**Q:** A bond in these eight indium compounds costs about 330 kJ/mol on average, so an error of 3 kJ/mol is one per cent and an error of 30 nearly ten. I have five levels of theory and have lost their labels. Can the errors tell me which is which?

Errors (level minus reference) in atomization energies per bond, without zero-point or spin–orbit terms, for eight gas-phase molecules with an In–O bond, calculated with Ansatz 0.2.0 at PBE0-D4/def2-TZVP geometries. The functionals use the def2-TZVPP basis, and the reference is a focal-point estimate of frozen-core CCSD(T) at the basis-set limit. As a rule (confirmed for six of the eight molecules), Hartree–Fock and MP2 correlation energies are extrapolated from def2-TZVPP and def2-QZVPP, and the difference between CCSD(T) and MP2 comes from def2-TZVPP alone. Candidates: wB97X-V, BLYP-D4, PBE-D4, PBE-QIDH, CCSD(T)/def2-SVP.

```tsv
row	mean signed error (kJ/mol)	mean absolute error (kJ/mol)	largest error (kJ/mol)	cases too high
A	-7.0	7.0	-11.6	0
B	0.8	1.4	4.4	5
C	-30.5	30.5	-38.3	0
D	1.0	4.6	8.5	4
E	-7.5	7.5	-10.4	0
```

**A:** Some of them can. Each error is the level's atomization energy less the reference, divided by the number of bonds in the molecule. It is an average over all its bonds, C–H and Si–H included, and not the error of the In–O bond. A negative mean signed error says that the level binds too weakly. The mean absolute error ignores signs. Where it equals the size of the mean signed error, all the errors have the same sign; where it is much larger, errors of both signs cancel in the mean.

**Q:** Row C is off by 30.5 kJ/mol per bond. It must be the crudest method on the list, so a GGA?

**A:** Consider the limit instead. The reference is an estimate of CCSD(T) with a complete basis set. If the estimate were exact, CCSD(T) would have no error at all here with a complete basis, and with def2-SVP its whole error would come from the small basis. As a rule the step from MP2 to CCSD(T) in the reference is taken from a triple-zeta basis alone, so a part of the error may belong to the reference, but I'd expect that part to be far smaller than 30 kJ/mol per bond. Electrons avoid one another, and a small set has too few functions to describe how they do it. More electron pairs are close together in a molecule than in its separate atoms, so the molecule loses more of this correlation energy and the bonds come out too weak. So small a set also leaves the Hartree–Fock part of the energy incomplete.

**Q:** So the best method on the list could give the worst row?

**A:** Yes, and C is CCSD(T)/def2-SVP; I regard that as sure. Its error is about 9 % of the mean bond energy, a size I wouldn't expect from any of the four functionals. Indium's outer-core electrons are correlated here without functions made for them, which also affects the size of the error. A larger basis would reduce the error.

**Q:** B and D both have a mean close to zero. How do I choose between them?

**A:** First find PBE. Its hybrid PBE0, run on the same molecules, has a mean signed error of −6.7 kJ/mol per bond. PBE0 replaces a quarter of PBE's exchange by exact exchange. PBE's own exchange also imitates part of the correlation between the electrons of a bond. Exact exchange doesn't, so replacing one by the other usually lowers the atomization energy. PBE should therefore lie clearly above PBE0, which leaves B and D.

**Q:** And which of the two?

**A:** Look at the molecule with the largest error, which the table above doesn't name. For B it is [O][InH][Cl]; for D it is [O][In]([Cl])[Cl], too high by 8.5. B97M-V, which like PBE has no exact exchange, is too high by 8.3 for the same molecule as D, whereas the hybrids B3LYP and CAM-B3LYP are too low there. That likeness makes D probably PBE. [O][In]([Cl])[Cl], like three others of the eight, has an odd number of electrons, and a semilocal functional may spread the unpaired one too widely and so stabilize it too much, but I haven't tested that cause.

**Q:** Their means differ by only 0.2. Is B really so different from D?

**A:** The scatter shows it. Let $M$ be the mean signed error, $A$ the mean absolute error and $n=8$ the number of molecules. The positive errors then add up to $n(A+M)/2$, and the sizes of the negative ones to $n(A-M)/2$. For D these sums are $4(4.6+1.0)=22.4$ and $4(4.6-1.0)=14.4$ kJ/mol per bond.

Four of D's cases are too high and four too low, so the groups average +5.6 and −3.6. They lie 9.2 apart; the same arithmetic gives only 2.6 for B.

**Q:** Doesn't that depend on the reference being right?

**A:** Yes, and the reference is itself an estimate: as a rule its step from MP2 to CCSD(T) comes from a triple-zeta basis and isn't extrapolated. These runs don't show how large an error that leaves. In addition, the treatment of the outer-core electrons may move the reference by up to about 4 kJ/mol per bond. If it moved all eight values equally, the spread of the errors would stay the same. But the groups are sorted by sign, so some molecules could change group, and B, whose errors are small, could be left with only one group. Nor is an equal shift likely: all three bonds of [O][In]([Cl])[Cl] involve indium, but only three of the nine in [NH2][In]([Cl])[O][SiH3]. An unequal shift could change the spread as well.

The arithmetic has no adjustable constant and is exact apart from the rounding of the entries. It measures scatter, but it can't name a functional. That B is wB97X-V rests on general experience: this functional usually combines a small bias with little scatter. I call it likely, not certain.

**Q:** That leaves A and E for BLYP and PBE-QIDH.

**A:** There I would stop. Both rows are too low for every molecule, their means differ by 0.5, and their largest errors belong to the same molecule, [OH][InH][Cl]. BLYP generally binds molecules less strongly than PBE, so a negative mean suits it. A double hybrid such as PBE-QIDH can also come out low, because its perturbative correlation converges slowly with the basis. Either assignment is reasonable.

**Q:** Could another double hybrid break the tie?

**A:** Try B2PLYP. Its largest error goes 4.5 kJ/mol per bond beyond its mean; for A the excess is 4.6 and for E it is 2.9. By that likeness A would be the double hybrid. It is a weak clue, so compare it with the labels.

The rows with their labels:

```tsv
level	class	exact exchange, short range (%)	exact exchange, long range (%)	mean signed error (kJ/mol)	mean absolute error (kJ/mol)	largest error (kJ/mol)	case of the largest error	cases too high
PBE-D4	GGA	0	0	1.0	4.6	8.5	[O][In]([Cl])[Cl]	4
BLYP-D4	GGA	0	0	-7.0	7.0	-11.6	[OH][InH][Cl]	0
B97M-V	meta-GGA	0	0	1.7	2.7	8.3	[O][In]([Cl])[Cl]	5
B3LYP-D4	global hybrid	20	20	-7.5	7.5	-13.5	[O][In]([Cl])[Cl]	0
PBE0-D4	global hybrid	25	25	-6.7	6.7	-11.1	[OH][InH][Cl]	0
CAM-B3LYP-D4	range-separated	19	65	-3.5	3.8	-8.6	[O][In]([Cl])[Cl]	1
wB97X-V	range-separated	17	100	0.8	1.4	4.4	[O][InH][Cl]	5
B2PLYP	double hybrid	53	53	-9.8	9.8	-14.3	[O][In]([Cl])[Cl]	0
PBE-QIDH	double hybrid	69	69	-7.5	7.5	-10.4	[OH][InH][Cl]	0
CCSD/limit	wave function	n/a	n/a	-6.6	6.6	-10.6	[O][In]([Cl])[Cl]	0
CCSD(T)/def2-SVP	wave function	n/a	n/a	-30.5	30.5	-38.3	[O][In]([Cl])[Cl]	0
```

**Q:** A is BLYP, so the clue pointed the wrong way. The other three were right. Does the rule about exact exchange survive?

**A:** Only in part: its direction holds for two pairs of functionals and fails for a third, and its size varies. From PBE to PBE0 the mean falls by 7.7 kJ/mol per bond; from BLYP to B3LYP it falls by only 0.5. B3LYP also changes other parts of the exchange and correlation, so that step isn't a clean test of exact exchange. From B3LYP to CAM-B3LYP the mean rises by 4.0, although the share of exact exchange at long range grows, so this share alone doesn't order the rows. BLYP also limits the clue from the radical: it has no exact exchange, yet none of its eight cases is too high.

**Q:** Why do BLYP and PBE-QIDH end up so close together?

**A:** Similar totals can have different origins. The ones I'd expect here follow from how the two methods are built; I haven't computed them separately. BLYP's error comes mainly from its approximate exchange and correlation. In PBE-QIDH, a large share of exact exchange weakens the bonds and perturbative correlation strengthens them, but the finite basis, which also lacks functions made for indium's outer-core electrons, captures only part of that correlation. It is also run without a dispersion term. In PBE that term adds 2.0 to 2.5 kJ/mol per bond in three of the molecules, which gives a scale but not a correction for PBE-QIDH.

**Q:** If I need one of these molecules, is PBE's mean error of 1.0 good enough?

**A:** The mean is the wrong number for that purpose. In [O][In]([Cl])[Cl], PBE's 8.5 per bond becomes 25.5 kJ/mol over three bonds. Against this focal-point estimate of the CCSD(T) limit, wB97X-V has the smallest mean absolute error, 1.4, and no error beyond 4.4 per bond, so of the two I would take wB97X-V. That doesn't prove it the best of all the levels: if the reference came down by 4 kJ/mol per bond, the mean error of CAM-B3LYP would be closer to zero than that of wB97X-V. For a comparison with experiment you also need the zero-point energy and spin–orbit coupling, which no row includes, and the most stable conformer: each molecule was calculated in only one, not always the lowest. Spin–orbit coupling lowers the energy of the free indium atom, and so usually the atomization energy too. The output below lists the group averages and the differences between levels.

Output of the analysis:

```
Errors in kJ/mol per bond:
               row   mean  mean_without_largest  largest_less_mean
            PBE-D4      1              -0.07143                7.5
           BLYP-D4     -7                -6.343               -4.6
            B97M-V    1.7                0.7571                6.6
          B3LYP-D4   -7.5                -6.643                 -6
           PBE0-D4   -6.7                -6.071               -4.4
      CAM-B3LYP-D4   -3.5                -2.771               -5.1
           wB97X-V    0.8                0.2857                3.6
            B2PLYP   -9.8                -9.157               -4.5
          PBE-QIDH   -7.5                -7.086               -2.9
        CCSD/limit   -6.6                -6.029                 -4
  CCSD(T)/def2-SVP  -30.5                -29.39               -7.8
Mean reference atomization energy, kJ/mol per bond: 334
CCSD(T)/def2-SVP mean error as share of mean reference, %: -9.131
Size of def2-SVP basis error over size of CCSD/limit error, ratio: 4.621
PBE mean of the cases too high, kJ/mol per bond: 5.6
PBE mean of the cases too low, kJ/mol per bond: -3.6
PBE separation of the two groups, kJ/mol per bond: 9.2
wB97X-V mean of the cases too high, kJ/mol per bond: 1.76
wB97X-V mean of the cases too low, kJ/mol per bond: -0.8
wB97X-V separation of the two groups, kJ/mol per bond: 2.56
PBE over wB97X-V mean absolute error, ratio: 3.286
PBE0 less PBE mean error, kJ/mol per bond: -7.7
B3LYP less BLYP mean error, kJ/mol per bond: -0.5
CAM-B3LYP less B3LYP mean error, kJ/mol per bond: 4
BLYP less PBE mean error, kJ/mol per bond: -8
PBE-QIDH less BLYP mean error, kJ/mol per bond: -0.5
PBE-QIDH less B2PLYP mean error, kJ/mol per bond: 2.3
PBE error of the whole three-bond molecule [O][In]([Cl])[Cl], kJ/mol: 25.5
D4 part of PBE in C[O][InH][Cl], seven bonds, kJ/mol per bond: 2.183
D4 part of PBE in [SiH3][O][InH2], seven bonds, kJ/mol per bond: 2.035
D4 part of PBE in [NH2][In]([Cl])[O][SiH3], nine bonds, kJ/mol per bond: 2.506
```
